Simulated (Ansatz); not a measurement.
# TaSnO₃: energy above lowest point against volume scale

Results calculated with Ansatz 0.2.0, not measured. Free energy against uniform scaling of the volume at fixed shape and fractions; periodic cell, basis, potentials, k mesh and filling as listed.

The cell before it is scaled or strained (space group Pm-3m, No. 221):
```
cell vectors (Å)
   3.8800     0.0000     0.0000
   0.0000     3.8800     0.0000
   0.0000     0.0000     3.8800
atoms (fractions of the cell vectors)
Ta  0.50000  0.50000  0.50000
Sn  0.00000  0.00000  0.00000
O   0.00000  0.50000  0.50000
O   0.50000  0.00000  0.50000
O   0.50000  0.50000  0.00000
```

Settings of every row: functional r2SCAN; dispersion none; potentials PAW; wave cutoff 600 eV; density cutoff 2400 eV; k mesh 6x6x6; k shift 0x0x0; occupations cold; smearing width 0.1 eV; spin none.

Limits: coarse k mesh, up to 40 meV an atom off; minimum outside the range; odd electron count without spin; no spin-orbit coupling, which can matter with elements this heavy.

```
row  volume scale  V (Å³/atom)  energy above lowest point (meV/atom)
  1          0.94       10.981                                 294.6
  2          0.96       11.215                                   219
  3          0.98       11.449                                 155.3
  4             1       11.682                                 102.5
  5          1.02       11.916                                  59.6
  6          1.04        12.15                                     ?
  7          1.06       12.383                                     0
```

Question: what energy above lowest point should row 6 give?

Worked fit of energy above lowest point. Take u = (V_r/V)^(2/3) − 1 with V_r = 11.566 Å³ an atom, which is twice the finite (Eulerian) strain; such expansions in the strain, on which the Birch-Murnaghan equation of state is built, carry the rest volume and the bulk modulus. The shown rows have u = 0.03521, 0.02076, 0.0068, -0.00663, -0.01968, -0.04448. Least squares give energy above lowest point = 127.52 + 3915.9 × u + 23580 × u² meV/atom; a straight line predicts inner rows, each left out in turn, worse (root mean square 15 against 0.088 meV/atom). The rows lie off it by 0.0, 0.0, 0.1, -0.1, 0.0, 0.0. The withheld row has u = -0.03231, so the fit gives 127.52 + 3915.9 × (-0.03231) + 23580 × (-0.03231)² = 25.6 meV/atom.

The calculation gave 25.7 meV/atom. The fit lies 0.1 meV/atom (0.034 % of the column's range) below it, one unit of the last digit.
